A process engineer needs three properties of tin monoxide, SnO: its band gap, its density and its resistance to compression. The crystal is a stack of Sn–O layers along c, with weaker contact between layers than within them. The table compares quick ways of computing it, all starting from one cell with 17.11 Å³ per atom, itself relaxed with a functional that includes the van der Waals attraction between layers.

SnO (P4/nmm, 4-atom cell) by semi-empirical, tight-binding and DFT methods, without spin polarization or spin–orbit coupling. Gaps and times are from single points on the r2SCAN+rVV10 cell, with overlapping bands printed as zero gap; volumes are from each method's relaxation or energy curve. Plane-wave PBE uses PAW, 420 eV and a 6 × 6 × 6 k mesh (coarse: 260 eV, 4 × 4 × 2).

```
               name                 kind  band gap (eV)  volume per atom (Å³)  bulk modulus (GPa)  atoms computed  rough processor time, order of size (s)
PBE coarse-settings  low cutoff and mesh          0.000                   n/a                 n/a               4                                        1
    GFN1-xTB tblite        tight binding          3.200                15.435               88.40              72                                        2
                PM6       semi-empirical          4.318                   n/a                 n/a              72                                        2
                PBE            semilocal          0.000                   n/a                 n/a               4                                        4
                PM7       semi-empirical          5.114                   n/a                 n/a              72                                        5
    GFN2-xTB tblite        tight binding          2.420                   n/a                 n/a              72                                        6
            PBE SZV          small basis          0.000                   n/a                 n/a               4                                        7
    PBE sz-orbitals          small basis          0.000                   n/a                 n/a               4                                        7
             r2SCAN            semilocal          0.021                   n/a                 n/a               4                                       10
           PBE DZVP          small basis          0.000                18.672               81.90               4                                       20
```

In the table, xTB stands for tight binding fitted mainly to molecules. SZV and sz-orbitals are minimal basis sets, and DZVP is a larger one. The bulk modulus is the pressure rise per relative loss of volume, here with the shape of the cell held fixed.

(a) PBE gives a band gap of zero and GFN1-xTB one of 3.2 eV. In PBE the highest filled level lies near the zone centre Γ. The lowest empty level lies at M, where the electron wave changes sign from each cell to the next along both a and b. These two levels overlap by 0.08 eV, although at M itself the filled and empty bands are 1.88 eV apart. The GFN1-xTB run treats a block of 3 × 3 × 2 cells at the zone centre of that block. What does each gap mean, and can the two be compared?

Solution. The PBE zero describes a semimetal whose bands overlap in energy at different points of the zone. From M to its top near Γ the filled band climbs by 1.88 + 0.08 ≈ 2.0 eV, and so passes the bottom of the empty band at M. Light absorbed without a change of crystal momentum would still meet a wide gap at M. A single printed gap hides this difference.

The tight-binding run never sees the decisive point. A block of N cells in a row, computed at its zone centre, holds only waves that repeat after N cells. A wave that changes sign at every cell fits only if N is even, so M requires even repeats along both a and b. With three cells along each, the block leaves M out.

The PM6 and PM7 runs use the same 3 × 3 × 2 block. The GFN2-xTB block also has 72/4 = 18 cells, and a block built by plain repeats along a, b and c needs a number of cells divisible by four to have two even repeats. For a given potential, leaving out points of the zone can only widen the gap, so the values from 2.4 to 5.1 eV are upper limits to what these methods would give for the full crystal, provided that the potential in the block is already close to that of the crystal. The top of the filled band near Γ is sampled; what is lost is the bottom of the empty band. In PBE the smallest direct gap lies at M, so the empty band at Γ is about 2 eV or more above its bottom at M, which shows that the omission can matter.

The methods add errors of their own. PM6 and PM7 report Hartree–Fock orbital gaps, in which the other electrons do not screen an added electron, and such gaps are usually far too large. The xTB methods carry parameters made for molecules into a solid. How the excess divides between the method and the absent M point is not settled by these runs.

PBE errs in the opposite direction. The measured indirect gap is roughly 0.7 eV, a recalled value. Semilocal functionals generally place empty levels too close to filled ones. Spin–orbit coupling and thermal motion are left out, but their usual effect is smaller than this shortfall.

The cell matters too. These runs give no orbital character and no scan of the layer spacing, but the lowest empty states are expected to be largely Sn 5p orbitals that overlap across the space between layers. Pressing the layers together should strengthen this overlap and lower these states, so that the gap closes; moving the layers apart should open it. The same reasoning applies to any layered crystal whose lowest empty states bond across the layers. The zero therefore belongs to PBE on this particular cell.

(b) On the common cell GFN1-xTB has a pressure of −7.8 GPa, which means that it wants to contract. Plane-wave PBE has +5.4 GPa and wants to expand. Does the GFN1-xTB pressure agree with that method's own volume and modulus in the table? What volume would plane-wave PBE choose?

Solution. Let V be the volume of the common cell, V₀ the volume at which a method has no pressure, and B₀ its modulus there. Solids stiffen when squeezed, and a customary estimate is that the modulus B grows by four times the pressure P:

B = −V dP/dV = B₀ + 4P

Integration from V₀ to V gives

P = (B₀/4) [(V₀/V)⁴ − 1]

For GFN1-xTB the table supplies V₀ = 15.435 Å³ per atom and B₀ = 88.4 GPa:

P = (88.4/4) [(15.435/17.11)⁴ − 1] ≈ −7.5 GPa

This is within 5 % of the pressure from the stress, which did not enter the formula. With a modulus that stays constant the estimate would be −9.1 GPa, so the change of the modulus with volume matters; here it is a softening, since the common cell is stretched relative to V₀. The agreement shows that the method is consistent with itself. It does not make the volume right: a method fitted to molecules can be far off in the pressure of a solid, and GFN1-xTB ends 10 % below the common cell. Its stress pulls more than three times as hard along the stack as within the layers, which suggests that it binds the layers too tightly compared with the reference functional.

For plane-wave PBE the formula is turned round, with the modulus borrowed from PBE DZVP:

V₀ = V (1 + 4P/B₀)^(1/4) = 17.11 × (1 + 4 × 5.37/81.9)^(1/4) ≈ 18.1 Å³ per atom

That is 6 % above the common cell, whereas PBE DZVP itself lies 9 % above it. Both results say that PBE wants a looser crystal. The formula is not the cause of the difference: from the volume and modulus of PBE DZVP it gives +8.5 GPa on the common cell, close to the pressure from that method's own stress, whereas plane-wave PBE has only +5.4 GPa. The two PBE setups thus disagree on the same cell, before anything has moved. This points to the basis set or the pseudopotential, though these runs do not separate the two. A change of shape cannot be the reason, since the DZVP volume comes from an energy curve at fixed shape.

Both volumes could still change in a full relaxation. Plane-wave PBE leaves a force of 0.5 eV/Å on each tin atom, and the layers may drift apart once the shape is free. All the pressures also carry some noise from the numerical grid, so small differences between them mean little.

PBE lacks the long-range van der Waals attraction, which is the standard reason for layers that sit too far apart. This is only part of the story, because its stress pushes outwards within the layers as well as along the stack. PBE also tends to make chemical bonds slightly too long.

The two moduli differ by only 8 %, although the volumes lie on opposite sides of the common cell. Similar stiffness is thus no sign of similar structure. Both values also hold the ratio of layer spacing to layer width fixed. Under real pressure the soft space between layers can give way first, so the crystal should be easier to compress than either number suggests.

(c) Which level should the engineer use for which purpose, and what is saved by going cheaper?

Solution. For the band gap, none of these levels is good enough. The step from PBE to r2SCAN, from an overlap of 0.08 eV to a gap of 0.02 eV, is only 0.1 eV, far less than the shortfall against experiment. The r2SCAN gap is even smaller than the thermal energy at room temperature, 0.026 eV, and the k meshes differ between runs; one of them, 5 × 5 × 5, is odd and holds M only if that point is added separately. It should not be used to call SnO an insulator. The minimal basis sets print zero as well, but they describe empty bands poorly, so their agreement with PBE is no sign of quality. The usual next step is a hybrid functional or a GW calculation, on a cell with a reliable layer spacing and with M among the k points.

For density, the deviations of 9 to 10 % are too large for most purposes. By the estimate in (b), about a third of the PBE DZVP excess comes from its setup and not from the functional. A functional that includes van der Waals attraction is the sounder choice for a layered crystal. The common cell was made in that way, but it is still a calculated reference, and a measured cell is the better starting point where one exists.

Coarse settings need a separate check. The coarse PBE run also gives a zero gap, yet its pressure is 1.4 GPa lower than that of the finer run. Put into the formula of (b) with a modulus of about 82 GPa, this amounts to an error of about 1.5 % in volume. Its total energy is 0.8 eV per atom higher, most probably because of the low cutoff. Such a run can test an input file, but its energies must never be mixed with those of the finer run.

The saving is small for a cell of this size. Every single-point run takes between about 1 and 20 s of processor time, and r2SCAN costs only a few times as much as PBE. These times are rough sizes from shared machines, for 4 atoms in some runs and 72 in others, so they indicate classes of methods and do not rank programs. The balance shifts for defects or surfaces. With 18 times as many atoms, the work of a density-functional run grows roughly as 18³, while the number of k points can fall by 18, which leaves a factor of about 300.

At that size, seconds become tens of minutes or more, and tight binding becomes attractive for sorting trial structures. The selected structures should then be relaxed again with a density functional, since the stress of GFN1-xTB pulls the layers together. Semi-empirical energies need the same caution: the heats of formation from PM6 and PM7 differ by 1.5 eV per SnO unit, far more than a reaction energy can tolerate.
